# Notes: $\epsilon^\infty_{ab}$ from the electric enthalpy

## 1. Premises and conventions

I use Hartree atomic units with Gaussian electrostatics, electron charge $-1$, and $\mathbf D=\boldsymbol{\mathcal E}+4\pi\mathbf P$.

1. The crystal is an insulator with $N$ filled bands, spin degeneracy $s=2$ and time-reversal symmetry. Ions and cell (volume $\Omega$) are clamped.
2. The Kohn-Sham functional is the LDA, with norm-conserving pseudopotentials. $E_{\rm KS}$ is the energy per cell of a lattice-periodic density, with the $\mathbf G=0$ Hartree term dropped.
3. The zero-field state is a strict local minimum of $E_{\rm KS}$ against lattice-periodic, spin-unpolarised variations.
4. The polarisation is the Berry-phase one (King-Smith and Vanderbilt, 1993).

Notation: $\psi_{n\mathbf k}=e^{i\mathbf k\cdot\mathbf r}u_{n\mathbf k}$, $\langle u|u\rangle=1$ over one cell, $H_{\mathbf k}=e^{-i\mathbf k\cdot\mathbf r}He^{i\mathbf k\cdot\mathbf r}$, $\partial_a=\partial/\partial k_a$, $\int[dk]=\int_{\rm BZ}d^3k/(2\pi)^3$, $n(\mathbf r)=s\Omega\int[dk]\sum_n|u_{n\mathbf k}|^2$. Sums over $n$ run over occupied bands. $P_v$ and $P_c=1-P_v$ project, at each $\mathbf k$, on the occupied and empty spaces of the zero-field $H_{\mathbf k}$.

## 2. Which field is held fixed

The operator $\boldsymbol{\mathcal E}\cdot\mathbf r$ is not periodic, so I couple the field to the polarisation:

$$F[u;\boldsymbol{\mathcal E}]=E_{\rm KS}[u]-\Omega\,\boldsymbol{\mathcal E}\cdot\mathbf P[u].\tag{1}$$

I need $\boldsymbol{\mathcal E}$ to be the total macroscopic field. Take a polarisation wave of small wavevector $\mathbf q$. Its charge is $\rho(\mathbf q)=-i\mathbf q\cdot\mathbf P$, its potential $\phi=4\pi\rho/q^2$, its field $-i\mathbf q\phi=-4\pi\hat{\mathbf q}(\hat{\mathbf q}\cdot\mathbf P)$. So the $\mathbf G=0$ Hartree term is the depolarising field. It stays finite as $q\to0$ and depends on direction. If I prescribe the total field, this piece is already counted in $\boldsymbol{\mathcal E}$ and must be absent from the self-consistent potential, as premise 2 arranges.

At a stationary point the implicit dependence through $u$ drops out of the first derivative, so $\partial F/\partial\mathcal E_a=-\Omega P_a$. With $\epsilon_{ab}=\partial D_a/\partial\mathcal E_b$,

$$\epsilon^\infty_{ab}=\delta_{ab}+4\pi\frac{\partial P_a}{\partial\mathcal E_b}=\delta_{ab}-\frac{4\pi}{\Omega}\frac{\partial^2F}{\partial\mathcal E_a\partial\mathcal E_b}.\tag{2}$$

The $\delta_{ab}$ is the vacuum term $-\Omega\mathcal E^2/8\pi$, which (1) leaves out.

## 3. The polarisation and its first variation

The Wannier centre of a band is $\Omega\int[dk]\langle u|i\partial_a u\rangle$. Sign check: for an orbital tightly bound at $\boldsymbol\tau$, $u\propto e^{-i\mathbf k\cdot\boldsymbol\tau}$ and $i\partial_a u=\tau_a u$. With charge $-1$,

$$P_a=P_a^{\rm ion}-s\int[dk]\sum_n\langle u_n|i\partial_au_n\rangle ,\tag{3}$$

in a smooth periodic gauge, which exists because time reversal makes the Chern numbers vanish. The field term of (1) is then $+\Omega s\,\mathcal E_a\int[dk]\sum_n\langle u_n|i\partial_au_n\rangle$, matching the electron energy $+\boldsymbol{\mathcal E}\cdot\mathbf r$.

Vary $u_n\to u_n+\delta u_n$. To first order the integrand changes by $\langle\delta u_n|i\partial_au_n\rangle+\langle u_n|i\partial_a\delta u_n\rangle$, and

$$\langle u_n|i\partial_a\delta u_n\rangle=i\partial_a\langle u_n|\delta u_n\rangle+\langle i\partial_au_n|\delta u_n\rangle .$$

The total derivative of a periodic function integrates to zero, which leaves $2\,{\rm Re}\langle\delta u_n|i\partial_au_n\rangle$.

Now split $\delta u_n$. Its occupied part is $\sum_mu_mU_{mn}$, with $U^\dagger=-U$ by orthonormality. The connection $A_{mn}=\langle u_m|i\partial_au_n\rangle$ is Hermitian. The contribution is $2\,{\rm Re}\,{\rm Tr}(U^\dagger A)$, and $[{\rm Tr}(U^\dagger A)]^*={\rm Tr}(AU)=-{\rm Tr}(U^\dagger A)$, so the trace is imaginary and the term vanishes. Only the empty-space part survives:

$$\delta P_a=-s\int[dk]\sum_n2\,{\rm Re}\langle\delta u_n|P_c|i\partial_au_n\rangle .\tag{4}$$

The object $P_c|\partial_au_n\rangle$ equals $P_c(\partial_aP_v)|u_n\rangle$, because $\partial_aP_v=\sum_m(|\partial_au_m\rangle\langle u_m|+|u_m\rangle\langle\partial_au_m|)$ and $P_c$ removes the second sum. The projector is smooth in an insulator, and (4) is unchanged by any $\mathbf k$-dependent unitary mixing of the occupied states. I may therefore switch to eigenstates of $H_{\mathbf k}$, although these are not smooth at band crossings.

## 4. The $d/dk$ functions

Differentiate $(H_{\mathbf k}-\varepsilon_n)|u_n\rangle=0$ and apply $P_c$, which removes the term in $\partial_a\varepsilon_n$. (At a crossing, differentiating $[H_{\mathbf k},P_v]=0$ gives the same equation.)

$$P_c(H_{\mathbf k}-\varepsilon_n)P_c|\partial_au_n\rangle=-P_c(\partial_aH_{\mathbf k})|u_n\rangle .\tag{5}$$

Here $\partial_aH_{\mathbf k}=-i\nabla_a+k_a+\partial_av^{\rm NL}_{\mathbf k}$, and the nonlocal pseudopotential term must be kept. There is no self-consistency, since moving in $\mathbf k$ does not change the density. In eigenstates, $r^a_{cn}\equiv\langle u_c|i\partial_au_n\rangle=-i\langle u_c|\partial_aH|u_n\rangle/\Delta_{cn}$ with $\Delta_{cn}=\varepsilon_c-\varepsilon_n>0$.

## 5. Second-order functional

Set $\boldsymbol{\mathcal E}=\lambda\mathbf e$ and $u_n\to u_n+\lambda u^{(1)}_n+\lambda^2u^{(2)}_n$. By section 3 and the invariance of $E_{\rm KS}$ under occupied-space rotations I can take $P_vu^{(1)}=0$. Normalisation at second order gives $2\,{\rm Re}\langle u_n|u_n^{(2)}\rangle=-\langle u_n^{(1)}|u_n^{(1)}\rangle$.

The kinetic and pseudopotential energies are linear in the density matrix. The expansion of $E_{\rm Hxc}$ gives $\int v_{\rm Hxc}\,\delta n+\frac12\iint\delta n\,K\,\delta n$ with

$$K(\mathbf r,\mathbf r')=\frac{1}{\Omega}\sum_{\mathbf G\neq0}\frac{4\pi}{G^2}e^{i\mathbf G\cdot(\mathbf r-\mathbf r')}+K_{\rm xc}(n(\mathbf r))\,\delta(\mathbf r-\mathbf r'),\qquad K_{\rm xc}=\frac{dv_{\rm xc}}{dn},$$

with integrals over one cell. The pieces linear in the change of the density matrix combine into expectation values of $H_{\mathbf k}$. At order $\lambda$ they give $\varepsilon_n\,2{\rm Re}\langle u_n|u_n^{(1)}\rangle=0$. At order $\lambda^2$ they give $\langle u^{(1)}_n|H|u^{(1)}_n\rangle+\varepsilon_n\,2{\rm Re}\langle u_n|u_n^{(2)}\rangle=\langle u_n^{(1)}|H-\varepsilon_n|u_n^{(1)}\rangle$, so $u^{(2)}$ is eliminated. The field term already carries one power of $\lambda$ and needs only (4).

For sets $w,w'$ of empty-space functions define $n_w=s\Omega\int[dk]\sum_n2\,{\rm Re}(u_n^*w_n)$ and

$$B(w,w')=s\Omega\!\int[dk]\sum_n{\rm Re}\langle w_n|H-\varepsilon_n|w'_n\rangle+\tfrac12\!\iint n_wK\,n_{w'},\qquad \ell_a(w)=s\Omega\!\int[dk]\sum_n{\rm Re}\langle w_n|i\partial_au_n\rangle .$$

$B$ is a real symmetric bilinear form and $\ell_a$ a real linear form. The coefficient of $\lambda^2$ in (1) is

$$F^{(2)}[w]=B(w,w)+2\sum_ae_a\ell_a(w).\tag{6}$$

## 6. Sternheimer equation and the tensor

Stationarity of (6) for a field along $a$ reads $B(u^{\mathcal E_a},w)=-\ell_a(w)$ for all $w$. Let $v^{\mathcal E_a}_{\rm Hxc}=\int K\,n^{\mathcal E_a}$ with $n^{\mathcal E_a}=n_{u^{\mathcal E_a}}$. This potential is real, so $\frac12\int v^{\mathcal E_a}_{\rm Hxc}n_w=s\Omega\int[dk]\sum_n{\rm Re}\langle w_n|v_{\rm Hxc}^{\mathcal E_a}|u_n\rangle$. Since $w_n$ is an arbitrary complex function at each $n,\mathbf k$,

$$P_c(H_{\mathbf k}-\varepsilon_n)P_c|u_n^{\mathcal E_a}\rangle=-P_c\left(i|\partial_au_n\rangle+v^{\mathcal E_a}_{\rm Hxc}|u_n\rangle\right).\tag{7}$$

The Hartree part has no $\mathbf G=0$ term. Any constant in the xc part is removed by $P_c$.

The equation is linear, so $u^{(1)}=\sum_ae_au^{\mathcal E_a}$. At the stationary point $B(u^{(1)},u^{(1)})=-\sum_ae_a\ell_a(u^{(1)})$, hence $F^{(2)}=\sum_{ab}e_ae_b\,\ell_a(u^{\mathcal E_b})$. The matrix $\ell_a(u^{\mathcal E_b})=-B(u^{\mathcal E_a},u^{\mathcal E_b})$ is symmetric. Comparing with $F^{(2)}=\frac12\sum_{ab}e_ae_b\,\partial^2F/\partial\mathcal E_a\partial\mathcal E_b$ and inserting in (2):

$$\boxed{\;\epsilon^\infty_{ab}=\delta_{ab}-4\pi s\int\!\frac{d^3k}{(2\pi)^3}\sum_n^{\rm occ}2\,{\rm Re}\langle u^{\mathcal E_b}_{n\mathbf k}|i\partial_au_{n\mathbf k}\rangle\;}\tag{8}$$

The same follows directly from (4) with $\delta u=\mathcal E_bu^{\mathcal E_b}$. Time reversal allows $u_{-\mathbf k}=u_{\mathbf k}^*$, which makes $i\partial_au$ and $u^{\mathcal E}$ at $-\mathbf k$ the conjugates of those at $\mathbf k$. The imaginary part cancels over the zone and $2\,{\rm Re}$ may be replaced by 2, the form of Gonze and Lee (1997).

With $K=0$, (7) gives $\langle u_c|u_n^{\mathcal E_b}\rangle=-r^b_{cn}/\Delta_{cn}$ and

$$\epsilon^{\rm IP}_{aa}=1+8\pi s\int[dk]\sum_{nc}|r^a_{cn}|^2/\Delta_{cn}>1,\tag{9}$$

the independent-particle (IP) value, with the right sign.

## 7. Minimum property, and what it does not cover

**Is (6) a minimum?** $B(w,w)$ is the second variation of $E_{\rm KS}$ at zero field; the field enters (6) only through the linear term. The band part is at least the smallest vertical gap times the squared norm of $w$, and the Hartree part is non-negative. The LDA kernel $K_{\rm xc}$ is negative, so positivity does not hold term by term. It is premise 3. To make it explicit, minimise the band part at fixed $n_w$. This gives $-\frac12\iint n_w\chi_0^{-1}n_w$, with $\chi_0$ the negative-definite IP density response at zero wavevector, so $B>0$ exactly when $-\chi_0^{-1}+K>0$.

**Trial functions.** Let $\tilde u^a=u^{\mathcal E_a}+\delta^a$ lie in the empty space, with exact $u_n$ and $P_c\partial_au_n$, and with $n_{\tilde u}$ computed from the trial itself. Define

$$\tilde\epsilon^{\rm var}_{ab}=\delta_{ab}-\frac{8\pi}{\Omega}\left[B(\tilde u^a,\tilde u^b)+\ell_a(\tilde u^b)+\ell_b(\tilde u^a)\right].\tag{10}$$

Expand. The terms linear in $\delta$ are $[B(u^{\mathcal E_a},\delta^b)+\ell_a(\delta^b)]+[B(\delta^a,u^{\mathcal E_b})+\ell_b(\delta^a)]$, and each bracket is zero by stationarity. The terms free of $\delta$ sum to $\ell_a(u^{\mathcal E_b})$. Therefore

$$\tilde\epsilon^{\rm var}_{ab}=\epsilon^\infty_{ab}-\frac{8\pi}{\Omega}B(\delta^a,\delta^b).\tag{11}$$

The error is quadratic. The error matrix is minus a Gram matrix of a positive form, so every diagonal element, along any axis, is underestimated. Off-diagonal errors have no fixed sign.

Three limits on this statement:

- It belongs to (10), not to (8). A trial put into (8) gives $\tilde\epsilon^{\rm lin}_{ab}=\epsilon^\infty_{ab}-(8\pi/\Omega)\ell_a(\delta^b)$, first order and of either sign. For $\tilde u=(1+\eta)u^{\mathcal E_a}$, with $X=\epsilon^\infty_{aa}-1$, I get $\tilde\epsilon^{\rm lin}-1=(1+\eta)X$ but $\tilde\epsilon^{\rm var}-1=[2(1+\eta)-(1+\eta)^2]X=(1-\eta^2)X$. If $\tilde u$ minimises (6) within a linear subspace, then $B(\tilde u,\tilde u)=-\ell_a(\tilde u)$, the two expressions coincide and both are lower bounds.
- An error in the $d/dk$ functions changes $\ell_a\to\ell_a+\delta\ell_a$, and the minimum of (6) moves by $2\,\delta\ell_a(u^{\mathcal E_a})$ at first order. Scaling them by $1+\eta$ scales $X$ by $(1+\eta)^2$. Equation (5) must be converged more tightly than (7).
- The bound refers to the converged LDA value for the given basis and $\mathbf k$ mesh. Changing the plane-wave cutoff or the mesh changes $B$ and $\ell_a$ themselves, with no bound.

**A one-parameter bound.** I need the $f$-sum rule. Since $\partial_a{\rm Tr}(P_vH)={\rm Tr}(P_v\partial_aH)$, a second derivative and (5) give $\partial_a^2\sum_n\varepsilon_n=\sum_n\langle u_n|\partial_a^2H|u_n\rangle-2\sum_{nc}\Delta_{cn}|r^a_{cn}|^2$. The left side integrates to zero. For a local potential $\partial_a^2H=1$, so $2s\int[dk]\sum_{nc}\Delta_{cn}|r^a_{cn}|^2=\bar n$, with $\bar n=sN/\Omega$. Define the localisation length by $\bar n\xi^2=s\int[dk]\sum_{nc}|r^a_{cn}|^2$ and try $\tilde u=-\mu P_c\,i\partial_au$. Then $F^{(2)}/\Omega=\mu^2(\bar n/2+h)-2\mu\bar n\xi^2$, where $h$ is the kernel energy per volume at $\mu=1$. Minimising over $\mu$,

$$\epsilon^\infty_{aa}\ge1+\frac{8\pi\bar n^2\xi^4}{\bar n/2+h},\qquad \epsilon^{\rm IP}_{aa}\ge1+4\omega_p^2\xi^4,\quad\omega_p^2=4\pi\bar n.\tag{12}$$

If all transitions share one energy $\Delta$, then $\xi^2=1/2\Delta$ and the IP bound is the equality $1+\omega_p^2/\Delta^2$.

## 8. Range of validity

- **Gap.** Integer occupations and a finite gap are needed. For a metal the occupied projector is discontinuous in $\mathbf k$ and (3) has no meaning.
- **Field strength.** At finite field (1) has no true minimum, since charge transfer over long distances lowers it without bound. Only the expansion about zero field is used here. A finite-field minimisation on a discrete mesh is metastable while the potential drop across the equivalent supercell stays below about the gap (Souza, Íñiguez and Vanderbilt, 2002). For Si, the compiled gap of 1.12 eV (Wing 2021) and eight cubic cells, 43 Å with the lattice constant of section 9, give a scale of 2.6 MV/cm. A smaller Kohn-Sham gap lowers it in proportion.
- **Frequency.** The result is the static limit of the electronic response, relevant above the phonons and well below the direct gap. For Si the compiled values are 517 cm$^{-1}$, or 64 meV (Ioffe Institute), and 3.35 eV (Tiago 2004). Inversion maps one Si atom on the other, so their Born charge tensors are equal; they also sum to zero, so both vanish. The harmonic static and clamped-ion constants of Si coincide.
- **Functional.** In the LDA the long-wavelength xc potential stays bounded as $q\to0$, so its gradient vanishes and there is no macroscopic xc field. The exact functional depends on $\mathbf P$ as well (Gonze, Ghosez and Godby, 1995), which adds a term quadratic in $\delta\mathbf P$ to $B$. Its scale is estimated below.
- **Hamiltonian.** Ultrasoft and PAW schemes add overlap and augmentation terms. Nonlocal potentials alter the sum rule behind (12). Spin-orbit coupling is omitted; the compiled Si splitting of 0.044 eV (Ioffe Institute NSM archive) is 1.3% of the direct gap.

## 9. Numerical illustration: a model of Si in the LDA

This is a three-line model of (6), not a band-structure calculation. Cubic symmetry makes the tensor a scalar.

**Electron-gas scales.** With a typical lattice constant $a=5.43$ Å $=10.26$ bohr and 32 valence electrons per cube, $\bar n=0.02962$ bohr$^{-3}$, $r_s=2.005$ bohr, $k_F=0.957$ bohr$^{-1}$, $\omega_p=16.60$ eV and $\omega_p^2=275.6$ eV$^2$.

**Kernel.** I evaluate $K_{\rm xc}$ at the mean density. The exchange energy density $-\frac34(3/\pi)^{1/3}n^{4/3}$ gives $K_x=-\pi/k_F^2=-3.43$. The Hedin-Lundqvist form $v_c=-C\ln(1+A/r_s)$, with $C=0.0225$ Ha and $A=21$ as inputs, gives $K_c=-CA/[3\bar n(r_s+A)]=-0.23$. The sum is $-3.66$ Ha bohr$^3$. The Hartree kernel $4\pi/G^2$ is 11.17 on the (111) shell ($G=1.061$ bohr$^{-1}$), 4.19 on (220) and 3.05 on (311). From (311) outwards the total kernel is negative, so the band term is needed for $B>0$. On (111), xc cancels the fraction $3.66/11.17=0.328$. Since $K_x\propto n^{-2/3}$ and the valence density is strongly non-uniform, this fraction is good to one figure at best.

**Spectrum.** I lump the transitions into lines $\Delta_j=3,4,9$ eV carrying fractions $f_j=0.15,0.40,0.45$ of the local-potential sum rule, so that the weight $s\int[dk]\sum|r|^2$ of line $j$ is $\bar nf_j/2\Delta_j$. The trial space is $\tilde u=-\sum_jx_jP_j\,i\partial_au$, with $P_j$ projecting on line $j$. I assume the induced microscopic density has a fixed shape on the (111) shell and scales with the polarisation $p$ per unit field, so the kernel energy per volume is $2\pi Lp^2$, and $L=L_H(1-0.328)$. With $L_H=0.010$, $L=0.00672$. The lines, fractions and $L_H$ are assumed. I chose them to reproduce the typical behaviour of LDA calculations for Si: an IP value near 14, lowered by about a tenth by Hartree local fields.

With $Y=4\pi p$, equations (8) and (10) become

$$\tilde\epsilon^{\rm lin}-1=Y=\omega_p^2\sum_j\frac{f_jx_j}{\Delta_j},\qquad\tilde\epsilon^{\rm var}-1=2Y-\omega_p^2\sum_jf_jx_j^2-LY^2 .\tag{13}$$

Setting the $x_j$ derivative to zero gives $x_j=(1-LY)/\Delta_j$, the model's form of (7), and so

$$X=\frac{X_0}{1+LX_0},\qquad X_0=\omega_p^2\sum_jf_j/\Delta_j^2 .\tag{14}$$

Here $\sum f_j/\Delta_j^2=0.04722$ eV$^{-2}$ and $X_0=13.01$. The model gives $\epsilon^{\rm IP}=14.01$, 12.52 with Hartree local fields alone, and 12.97 with the xc kernel. The quadratic form is positive for $L>-1/X_0=-0.077$, so the model is far from instability. Keeping the $\mathbf G=0$ term for a longitudinal wave adds $2\pi p^2$, that is $L\to L+1$, and (14) then returns $X/(1+X)=1-1/\epsilon=0.92$, the response to $D$ instead of $\mathcal E$.

The two decimals below are there only so that rows can be subtracted.

| trial | $\tilde\epsilon^{\rm lin}$ | $\tilde\epsilon^{\rm var}$ |
|---|---|---|
| exact solution of (13) | 12.97 | 12.97 |
| exact $\times1.05$ | 13.57 | 12.94 |
| exact $\times0.95$ | 12.37 | 12.94 |
| first SCF step, $x_j=1/\Delta_j$ | 14.01 | 12.88 |
| best common $x_j=\mu$ | 11.26 | 11.26 |
| 9 eV line omitted, rest optimised | 11.66 | 11.66 |

The first SCF step is the exact solution scaled with $\eta=LX_0=0.087$. The linear formula overshoots by 1.05, while the variational one falls short by $\eta^2X=0.09$. For the common-$\mu$ trial, $\sum f_j/\Delta_j=0.200$ eV$^{-1}$, $\xi^2=2.72$ bohr$^2$ and $\mu=0.186$ eV$^{-1}$; the IP bound in (12) is 12.02 against 14.01. No variational entry exceeds 12.97. In contrast, $d/dk$ functions 5% too large, with (7) fully converged, give $1+1.05^2X=14.19$, above the exact value.

**Weighing the number.** The model supports $\epsilon^\infty\approx13$: letting $L_H$ range from 0 to 0.020 moves it from 14.0 to 12.1. That value is built in through the inputs and tests nothing about Si. The compiled measured values are 11.85 (high-frequency, Skelton 2020) and 11.7 (static, Ioffe Institute). With zero Born charges these refer to the same quantity in the harmonic crystal, so I read their gap as the spread of the data. Probe frequency matters at this level: the dynamic version of (9) replaces $1/\Delta_j^2$ by $1/(\Delta_j^2-\omega^2)$, which raises the model's IP value by 0.65 at $\omega=0.8$ eV. The model's static value lies 9% and 11% above the two compiled numbers, the direction typical of the LDA for Si. If I assign the whole departure to a missing term $2\pi\,\Delta L\,p^2$, (14) gives $1/X=1/X_0+L$, so $\Delta L=0.0086$ for 11.85 and 0.0099 for 11.7. This exceeds $L$ itself, so what the model lacks rivals its whole local-field correction. The truncated trial, at 11.66, lands beside the measured values only because an underestimate from (11) offsets the excess of the converged model, whose 12.97 is the number that (11) bounds.